**Pauli unblocking in the inner-shell pair energies of rhenium ions**

The table holds four subshell pair correlation energies for fourteen closed-shell ions from Re7+ to Re65+, five of them closed in jj coupling only, from second-order many-body perturbation theory on a Dirac-Hartree-Fock reference (no-pair Dirac-Coulomb, B-spline basis). The program lists the change of each pair energy against the subshell emptied and compares the share of a shell's gain that comes with its upper-$j$ subshell with a parameter-free estimate from 3j symbols, using the lowest multipole and the direct term only. The pairs containing $2p_{3/2}$ grow by 54 to 66%, about nine tenths of it as $n=3$ empties, while the 1s pair grows by 6%. The estimate gives the alternation of the steps, with misses of up to 0.11 in the share, and the steps that weaken a pair are printed as well. The ten pairs of Re65+ add to the energy summed through $l=7$ and not to the extrapolated value.

Pair energies of closed-shell Re ions computed with B-spline many-body code 1, using second-order many-body perturbation theory on the Dirac-Hartree-Fock ground state (no-pair Dirac-Coulomb, B-spline basis). All electrons are correlated, and partial waves are summed through l = 7 without extrapolation. The nuclear rms radius is 5.3698 fm.

## Program and output

```python
# Table: second-order (MBPT2) subshell pair energies of closed-shell Re ions, B-spline code, DHF reference,
# no-pair Dirac-Coulomb. Tested: do the steps follow the subshell emptied (Pauli unblocking), and does
# angular coupling give the share of a shell's gain that comes with its upper-j subshell?
T = {
    'ion': ['Re7+', 'Re13+', 'Re23+', 'Re29+', 'Re35+', 'Re39+', 'Re43+', 'Re45+', 'Re47+', 'Re53+', 'Re57+', 'Re61+', 'Re63+', 'Re65+'],
    'Z': [75, 75, 75, 75, 75, 75, 75, 75, 75, 75, 75, 75, 75, 75],
    'charge': [7, 13, 23, 29, 35, 39, 43, 45, 47, 53, 57, 61, 63, 65],  # e
    'N': [68, 62, 52, 46, 40, 36, 32, 30, 28, 22, 18, 14, 12, 10],
    'configuration': ['[Xe] 4f14', '[Kr] 4d10 4f14 5s2', '[Kr] 4d10 (4f5/2)6', '[Kr] 4d10', '[Kr] (4d3/2)4', '[Ar] 3d10 4s2 4p6', '[Ar] 3d10 4s2 (4p1/2)2', '[Ar] 3d10 4s2', '[Ar] 3d10', '[Ar] (3d3/2)4', '[Ne] 3s2 3p6', '[Ne] 3s2 (3p1/2)2', '[Ne] 3s2', '[He] 2s2 2p6'],
    'pair_energy_2p32_2p12': [-0.06992, -0.07023, -0.06956, -0.06877, -0.06946, -0.07137, -0.07241, -0.07415, -0.07455, -0.0797, -0.09339, -0.09954, -0.1122, -0.115],  # hartree
    'pair_energy_2p32_2p32': [-0.06228, -0.06248, -0.06181, -0.06105, -0.06407, -0.06405, -0.06606, -0.06599, -0.06617, -0.08592, -0.08788, -0.1012, -0.1016, -0.1033],  # hartree
    'pair_energy_2p32_2s12': [-0.03727, -0.03737, -0.03722, -0.03687, -0.03735, -0.0375, -0.03848, -0.03849, -0.0396, -0.04258, -0.04392, -0.04921, -0.04966, -0.05745],  # hartree
    'pair_energy_1s12_1s12': [-0.03685, -0.03687, -0.03688, -0.03684, -0.03676, -0.03671, -0.03688, -0.03694, -0.03724, -0.03704, -0.03689, -0.03761, -0.03789, -0.03908],  # hartree
}
import numpy as np
from sympy import Rational as R
from sympy.physics.wigner import wigner_3j
cols = ['pair_energy_2p32_2p12', 'pair_energy_2p32_2p32', 'pair_energy_2p32_2s12', 'pair_energy_1s12_1s12']
nm = ['2p3/2-2p1/2', '2p3/2-2p3/2', '2p3/2-2s', '1s-1s']
npair = [8, 6, 8, 1]
sub = ['5p', '5s+4f7/2', '4f5/2', '4d5/2', '4d3/2', '4p3/2', '4p1/2', '4s', '3d5/2', '3d3/2', '3p3/2', '3p1/2', '3s']
ion, N = T['ion'], np.array(T['N'], float)
A = -1000*np.array([T[c] for c in cols], float).T      # magnitudes, millihartree
G = A[1:] - A[:-1]
g = dict(zip(sub, G)); dN = dict(zip(sub, N[:-1] - N[1:]))
print('Gain in magnitude per step, mhartree: ' + ', '.join(nm))
print('last column: ratio 2p3/2-2p3/2 to 2p3/2-2p1/2 after the step (Re7+: %.3f)' % (A[0, 1]/A[0, 0]))
for i, s in enumerate(sub):
    print('%-5s to %-5s %-8s %2d e: %+6.2f %+6.2f %+6.2f %+5.2f | %.3f' % (ion[i], ion[i+1], s, dN[s], *G[i], A[i+1, 1]/A[i+1, 0]))
print('Rounding of a step: 0.01 mhartree; up to 0.1 where entries exceed 100 mhartree')
i47, i13, i29, i57 = [ion.index(x) for x in ('Re47+', 'Re13+', 'Re29+', 'Re57+')]
print('Per electron pair (mhartree) Re7+, Re65+; rise; part of rise after Re47+; weakening steps')
for k in range(4):
    print('  %-12s %d pairs: %.2f, %.2f; +%.1f%%; %.0f%%; %d of 13' % (nm[k], npair[k], A[0, k]/npair[k], A[-1, k]/npair[k],
          100*(A[-1, k]/A[0, k]-1), 100*(A[-1, k]-A[i47, k])/(A[-1, k]-A[0, k]), (G[:, k] < 0).sum()))
def sh(j2, l, k):    # share of rank-k angular strength from j = j2/2 into j' = l+1/2
    w = [float((2*j+1)*wigner_3j(R(j2, 2), j, k, R(1, 2), -R(1, 2), 0)**2) for j in (l+R(1, 2), l-R(1, 2))]
    return w[0]/sum(w)
def two(a, b): return sorted([a*b, (a+b)/2])          # both electrons in the freed shell, or one
est = {('d', 0): two(sh(3, 2, 1), sh(1, 2, 1)), ('d', 1): two(sh(3, 2, 1), sh(3, 2, 1)),
       ('d', 2): sorted([sh(3, 2, 1), sh(1, 2, 2)]), ('p', 0): two(sh(3, 1, 0), sh(1, 1, 0)),
       ('p', 1): two(sh(3, 1, 0), sh(3, 1, 0)), ('p', 2): sorted([sh(3, 1, 0), sh(1, 1, 1)]),
       ('p', 3): two(sh(1, 1, 1), sh(1, 1, 1))}
jj = {'d': ('5/2', '3/2'), 'p': ('3/2', '1/2')}
print('Upper-j share of shell gain: angular estimate; found n=3, n=4; shell gain n=3, n=4 (mhartree), ratio')
S = {}
for (l, k), e in est.items():
    tot = [g[n+l+jj[l][0]][k] + g[n+l+jj[l][1]][k] for n in '34']
    S[l, k] = [g[n+l+jj[l][0]][k]/t for n, t in zip('34', tot)]
    out = max(max(e[0]-x, x-e[1], 0) for x in S[l, k])
    print('  %s %-12s %.2f-%.2f; %.2f, %.2f (miss %.2f); %.2f, %.2f, x%.1f' % (l, nm[k], *e, *S[l, k], out, *tot, tot[0]/tot[1]))
print('3s gain over 4s gain: ' + ', '.join('%s x%.1f' % (nm[k], g['3s'][k]/g['4s'][k]) for k in range(4)))
print('Re13+ to Re29+ net change, mhartree: %+.2f %+.2f %+.2f %+.2f' % tuple(A[i29]-A[i13]))
print('4f5/2 step per electron removed, mhartree: %+.3f %+.3f %+.3f %+.3f' % tuple(g['4f5/2']/dN['4f5/2']))
print('1s-1s Re47+ to Re57+: %+.2f mhartree (%.1f%%); per electron 3d5/2 %+.3f, 3d3/2 %+.3f' % (A[i57, 3]-A[i47, 3],
      100*(A[i57, 3]/A[i47, 3]-1), g['3d5/2'][3]/dN['3d5/2'], g['3d3/2'][3]/dN['3d3/2']))
cross = [ion[i] for i in range(len(ion)) if A[i, 1] > A[i, 0]]
print('2p3/2-2p3/2 exceeds 2p3/2-2p1/2 in: ' + ', '.join(cross))
# further outputs of the same runs (hartree): other pairs in Re63+, Re65+; whole-ion summed and extrapolated energies
oth = {'2p1/2-2s': (-0.0271381, -0.0314639), '2s-2s': (-0.0121911, -0.0139498), '2s-1s': (-0.0116176, -0.0122101),
       '2p3/2-1s': (-0.0255918, -0.0268343), '2p1/2-1s': (-0.0232902, -0.0244489), '2p1/2-2p1/2': (-0.0255099, -0.0257855)}
tot = {'Re7+': (-4.75727, -4.96225), 'Re65+': (-0.449535, -0.452922)}
print('3s step, relative gain: ' + ', '.join('%s %.1f%%' % (nm[k], 100*G[-1, k]/A[-2, k]) for k in range(4)))
print('  other pairs: ' + ', '.join('%s %.1f%%' % (p, 100*(b/a-1)) for p, (a, b) in oth.items()))
s10 = -A[-1].sum()/1000 + sum(b for a, b in oth.values())
print('Re65+ ten pairs %.4f; summed to l=7 %.4f; extrapolated %.4f hartree (rounding 0.0001)' % (s10, *tot['Re65+']))
for x, (a, b) in tot.items():
    print('%s: tail beyond l=7 %.2f%% of total; four pairs are %.1f%% of summed energy' % (x, 100*(1-a/b), -A[ion.index(x)].sum()/10/a))
print('Total extrapolated energy, Re7+ over Re65+: x%.1f' % (tot['Re7+'][1]/tot['Re65+'][1]))
assert abs(s10 - tot['Re65+'][0]) < 2e-4
assert min(S['d', 1] + S['p', 1]) > 0.85 and max(S['d', 0] + S['p', 0]) < 0.5
assert sub[int(np.argmax(G[:, 2]))] == '3s' and sub[int(np.argmax(G[:, 3]))] == '3s'
assert cross == ['Re53+', 'Re61+']
```

Output:

```
Gain in magnitude per step, mhartree: 2p3/2-2p1/2, 2p3/2-2p3/2, 2p3/2-2s, 1s-1s
last column: ratio 2p3/2-2p3/2 to 2p3/2-2p1/2 after the step (Re7+: 0.891)
Re7+  to Re13+ 5p        6 e:  +0.31  +0.20  +0.10 +0.02 | 0.890
Re13+ to Re23+ 5s+4f7/2 10 e:  -0.67  -0.67  -0.15 +0.01 | 0.889
Re23+ to Re29+ 4f5/2     6 e:  -0.79  -0.76  -0.35 -0.04 | 0.888
Re29+ to Re35+ 4d5/2     6 e:  +0.69  +3.02  +0.48 -0.08 | 0.922
Re35+ to Re39+ 4d3/2     4 e:  +1.91  -0.02  +0.15 -0.05 | 0.897
Re39+ to Re43+ 4p3/2     4 e:  +1.04  +2.01  +0.98 +0.17 | 0.912
Re43+ to Re45+ 4p1/2     2 e:  +1.74  -0.07  +0.01 +0.06 | 0.890
Re45+ to Re47+ 4s        2 e:  +0.40  +0.18  +1.11 +0.30 | 0.888
Re47+ to Re53+ 3d5/2     6 e:  +5.15 +19.75  +2.98 -0.20 | 1.078
Re53+ to Re57+ 3d3/2     4 e: +13.69  +1.96  +1.34 -0.15 | 0.941
Re57+ to Re61+ 3p3/2     4 e:  +6.15 +13.32  +5.29 +0.72 | 1.017
Re61+ to Re63+ 3p1/2     2 e: +12.66  +0.40  +0.45 +0.28 | 0.906
Re63+ to Re65+ 3s        2 e:  +2.80  +1.70  +7.79 +1.19 | 0.898
Rounding of a step: 0.01 mhartree; up to 0.1 where entries exceed 100 mhartree
Per electron pair (mhartree) Re7+, Re65+; rise; part of rise after Re47+; weakening steps
  2p3/2-2p1/2  8 pairs: 8.74, 14.38; +64.5%; 90%; 2 of 13
  2p3/2-2p3/2  6 pairs: 10.38, 17.22; +65.9%; 91%; 4 of 13
  2p3/2-2s     8 pairs: 4.66, 7.18; +54.1%; 88%; 2 of 13
  1s-1s        1 pairs: 36.85, 39.08; +6.1%; 83%; 5 of 13
Upper-j share of shell gain: angular estimate; found n=3, n=4; shell gain n=3, n=4 (mhartree), ratio
  d 2p3/2-2p1/2  0.00-0.45; 0.27, 0.27 (miss 0.00); 18.84, 2.60, x7.2
  d 2p3/2-2p3/2  0.81-0.90; 0.91, 1.01 (miss 0.11); 21.71, 3.00, x7.2
  d 2p3/2-2s     0.60-0.90; 0.69, 0.76 (miss 0.00); 4.32, 0.63, x6.9
  p 2p3/2-2p1/2  0.00-0.50; 0.33, 0.37 (miss 0.00); 18.81, 2.78, x6.8
  p 2p3/2-2p3/2  1.00-1.00; 0.97, 1.04 (miss 0.04); 13.72, 1.94, x7.1
  p 2p3/2-2s     0.67-1.00; 0.92, 0.99 (miss 0.00); 5.74, 0.99, x5.8
  p 1s-1s        0.44-0.67; 0.72, 0.74 (miss 0.07); 1.00, 0.23, x4.3
3s gain over 4s gain: 2p3/2-2p1/2 x7.0, 2p3/2-2p3/2 x9.4, 2p3/2-2s x7.0, 1s-1s x4.0
Re13+ to Re29+ net change, mhartree: -1.46 -1.43 -0.50 -0.03
4f5/2 step per electron removed, mhartree: -0.132 -0.127 -0.058 -0.007
1s-1s Re47+ to Re57+: -0.35 mhartree (-0.9%); per electron 3d5/2 -0.033, 3d3/2 -0.037
2p3/2-2p3/2 exceeds 2p3/2-2p1/2 in: Re53+, Re61+
3s step, relative gain: 2p3/2-2p1/2 2.5%, 2p3/2-2p3/2 1.7%, 2p3/2-2s 15.7%, 1s-1s 3.1%
  other pairs: 2p1/2-2s 15.9%, 2s-2s 14.4%, 2s-1s 5.1%, 2p3/2-1s 4.9%, 2p1/2-1s 5.0%, 2p1/2-2p1/2 1.1%
Re65+ ten pairs -0.4495; summed to l=7 -0.4495; extrapolated -0.4529 hartree (rounding 0.0001)
Re7+: tail beyond l=7 4.13% of total; four pairs are 4.3% of summed energy
Re65+: tail beyond l=7 0.75% of total; four pairs are 70.0% of summed energy
Total extrapolated energy, Re7+ over Re65+: x11.0
```
